**Problem.** A negative muon is bound to a bare nucleus, and its X-ray lines are computed with the Dirac equation for one isotope of each element from Ga to Kr. A column head such as "3p3/2 1s1/2" names the upper and the lower level. Z is the nuclear charge, A the mass number and R the rms radius of the nuclear charge.

Muonic X-ray line energies for Ga to Kr, computed with Radial Dirac-Fock and Kohn-Sham solver 3. The Dirac equation is solved for a negative muon with reduced mass around a spherical nucleus of Gaussian charge, with the Uehling potential to all orders. Nuclear polarisation, deformation, self-energy and electron screening are not included.

| species | Z | mass number | nuclear rms radius (fm) | line energy (3p3/2 1s1/2) (keV) | line energy (3p1/2 1s1/2) (keV) | line energy (3d5/2 2p3/2) (keV) | line energy (5g9/2 4f7/2) (keV) |
| --- | --- | --- | --- | --- | --- | --- | --- |
| Ga | 31 | 69 | 3.997 | 2071.9 | 2069.5 | 378.18 | 60.942 |
| Ge | 32 | 74 | 4.074 | 2183.3 | 2180.6 | 403.04 | 64.955 |
| As | 33 | 75 | 4.097 | 2302.7 | 2299.8 | 428.68 | 69.091 |
| Se | 34 | 80 | 4.140 | 2421.1 | 2417.8 | 455.12 | 73.361 |
| Br | 35 | 79 | 4.163 | 2543.8 | 2540.1 | 482.32 | 77.751 |
| Kr | 36 | 84 | 4.188 | 2667.9 | 2663.7 | 510.33 | 82.278 |

**(a)** Find how fast each line rises with Z. The 3p–1s lines fall below the value for a point nucleus, as electronic K lines fall below the hydrogenic value. Does a screened charge Z − σ, as in Moseley's law, explain this?

*Solution.* A muon circling a point charge is a hydrogen-like atom: the orbit shrinks as 1/Z and every line grows as Z², slightly faster with relativity. The baseline is the Dirac formula for a point nucleus with the reduced mass μ, which has no free parameter. A straight-line fit of ln E against ln Z over all six rows gives exponents of 2.004 for 3d5/2–2p3/2 and 2.007 for 5g9/2–4f7/2, but only 1.69 for 3p3/2–1s1/2, where the point formula gives 2.04. The two outer lines lie within 0.5 % of the point value in every row, and above it. The 3p3/2–1s1/2 line lies 14.9 % below it at Ga and 19.1 % below at Kr.

Screening is tempting because a σ of about 3 has the right size, but it has the wrong slope. For E ∝ (Z − σ)² the exponent is 2Z/(Z − σ), which exceeds 2 for any positive constant σ, since a fixed loss of charge matters less as Z grows. The single σ that fits the six rows best by least squares, 3.0, gives an exponent of 2.23 and puts the line 93 keV below the table at Ga and 94 keV above it at Kr. Solved row by row, σ has to drift from 2.36 to 3.57.

The outer lines contradict it as well. Electrons screen a wide orbit more than a tight one, yet 3d–2p and 5g–4f need σ between −0.03 and −0.06. Finally, the calculation contains no electrons, so the filling of the 4p shell cannot enter: the element names only label nuclei. Whatever weakens the attraction acts at the centre, not outside the orbit.

**(b)** The steps of the 3p3/2–1s1/2 line from row to row are uneven: 111.4, 119.4, 118.4, 122.7, 124.1 keV. Both A and R run unevenly. Decide between the reduced mass and the size of the nucleus.

*Solution.* The mass has a case at first sight: the two steps that look small, Ga–Ge and As–Se, both come with a jump of 5 in A. But nucleus and muon move about their common centre, and a heavier nucleus recoils less, so μ = m/(1 + m/M) grows with the nuclear mass M (m is the muon mass) and the line goes up, not down. The effect is also small. With m/M at 0.164 % for Ga, the whole correction to this line, taken for a point nucleus, is −4.0 keV, and five more mass units change that by about 4.0 × 5/69 ≈ 0.3 keV. Br–Kr also has a jump of 5 in A and is the largest step of all.

The radius has the right pattern. It grows by 0.077 fm from Ga to Ge and by 0.043 fm from As to Se, but only by 0.023 to 0.025 fm in the other three steps. A larger nucleus binds the 1s muon less, which lowers the line. To size this without fitting, the Schrödinger equation was solved numerically for the 1s state in the field of a Gaussian charge of the listed R; the slope dE/dR is −121 keV/fm at Ge. The radius step shrinks by 0.077 − 0.023 = 0.054 fm between Ga–Ge and Ge–As, which should enlarge the energy step by 0.054 × 121 ≈ 6.5 keV. The table has 119.4 − 111.4 = 8.0 keV. The remaining 1.5 keV is the smooth growth of the steps with Z; between the last two steps, where the radius steps nearly agree, the table shows 1.4 keV.

For all rows at once, a least-squares quadratic in Z was removed from each quantity. The line keeps a scatter of 0.91 keV rms. The reduced mass supplies 0.067 keV, with the opposite sign in every row. The size model leaves 0.04 keV, which is the noise floor: the line is rounded to 0.05 keV, the rounding of R is worth 0.06 keV, and the mass term is of the same size. Only three degrees of freedom survive the quadratic, and R is an input of the calculation, so this identifies the ingredient behind the unevenness; it does not test the radii, which themselves lean on muonic X-ray data.

The reduced mass does leave its mark, on another line. The 5g–4f line, blind to the nuclear size, scatters by up to 2.8 eV about its quadratic, against a rounding of 0.5 eV, and the reduced mass reproduces this row by row in sign and size.

**(c)** Explain why size matters for 1s and hardly for the other levels of the tabulated lines, estimate the shift for Ga, and account for the small excess of the outer lines.

*Solution.* Outside the nucleus the muon feels the full charge; inside, only the charge within its own radius, so the potential flattens into a bowl in place of the Coulomb spike. The muon is some 200 times heavier than the electron and its orbits are smaller by that factor. For Ga, R is 28 % of the mean 1s radius but 10 % of that of 2p3/2 and 3 % of that of 4f7/2. Beyond this, a wave function with angular momentum l starts as r^l and avoids the centre. The same calculation gives size shifts for Ga of 377 keV for 1s, 0.66 keV for 2p3/2 and none at the printed precision for 4f7/2.

To first order the loss of binding is the change of potential averaged over the nucleus, ΔE = (2π/3) Zαħc R² |ψ(0)|², with α the fine-structure constant. With the Bohr radius a = ħ/(μcZα), |ψ(0)|² = 1/(πa³) and the binding is Zαħc/(2a), so

ΔE/E = (4/3) x², x = R/a.

For Ga, a = 8.27 fm, x = 3.997/8.27 = 0.483 and (4/3)x² = 0.31. The computed shift is 13.8 % of the point binding, so first order is too large by a factor of 2.2, and by 2.6 at Kr. Theory gives two reasons. The density is not constant over the nucleus, having fallen to e^(−2x) ≈ 0.4 of its central value at r = R, and the muon relaxes outward: its mean radius is 14.1 fm, against 3a/2 = 12.4 fm for a point. The fraction grows only as x^1.24 over these rows (log-log fit), reaching 17.6 % at Kr. Because a shrinks as 1/Z while R grows, x rises in every step, an ever larger share of the binding is lost, and the exponent stays below 2; for heavier nuclei it should sink further.

The Schrödinger solution includes both effects and falls short of the Dirac shift by 6.0 % (Ga) to 7.2 % (Kr). The shortfall has the size of (Zα)², 0.05 to 0.07, and the sign expected from the relativistic pile-up of s density at the centre; since both use the same Gaussian charge and reduced mass, the gap is relativistic, and only its reading as a pile-up is argued rather than shown.

Vacuum polarisation adds to this with the opposite sign, since the Uehling potential strengthens the attraction at short range. For Ga the point line is 2071.9 + 361.4 = 2433.3 keV; the net size shift removes 377.3 − 0.2 = 377.1 keV and vacuum polarisation returns 15.7 keV, which gives 2071.9 keV. This sum merely sorts what the solver contains. For 3d–2p in Ga the Uehling gain of 2.89 − 0.67 = 2.22 keV outweighs the 2p size loss, leaving the excess of 1.56 keV. The size also narrows the 3p doublet: 3p1/2 is the more deeply bound and has an s-like small component, so it loses more binding than 3p3/2 (0.54 against 0.23 keV), and the splitting is 2.4 keV where a point gives 2.65 keV.

The absolute 1s lines deserve less trust than their trend. The charge is Gaussian, a shape too peaked for nuclei this heavy. A uniform sphere of equal R lowers the line by an amount of order 10 keV in the Schrödinger model, far beyond the printed digit; a Fermi shape with a diffuse skin lies between the two. Nuclear polarisation, self-energy and recoil beyond the reduced mass also act chiefly on 1s and are missing; the first differs from nucleus to nucleus and could add an unevenness of its own. Ga-69, As-75 and Br-79 carry nuclear spin, and their hyperfine splitting is left out. With one isotope per element, Z, A and R move together, so the separation in (b) rests on sign and size. It implies that a heavier, larger isotope has its 3p–1s line lowered, by roughly 1 keV per 0.01 fm at Ga, and its 5g–4f line raised by between one and one and a half electronvolts per mass unit.
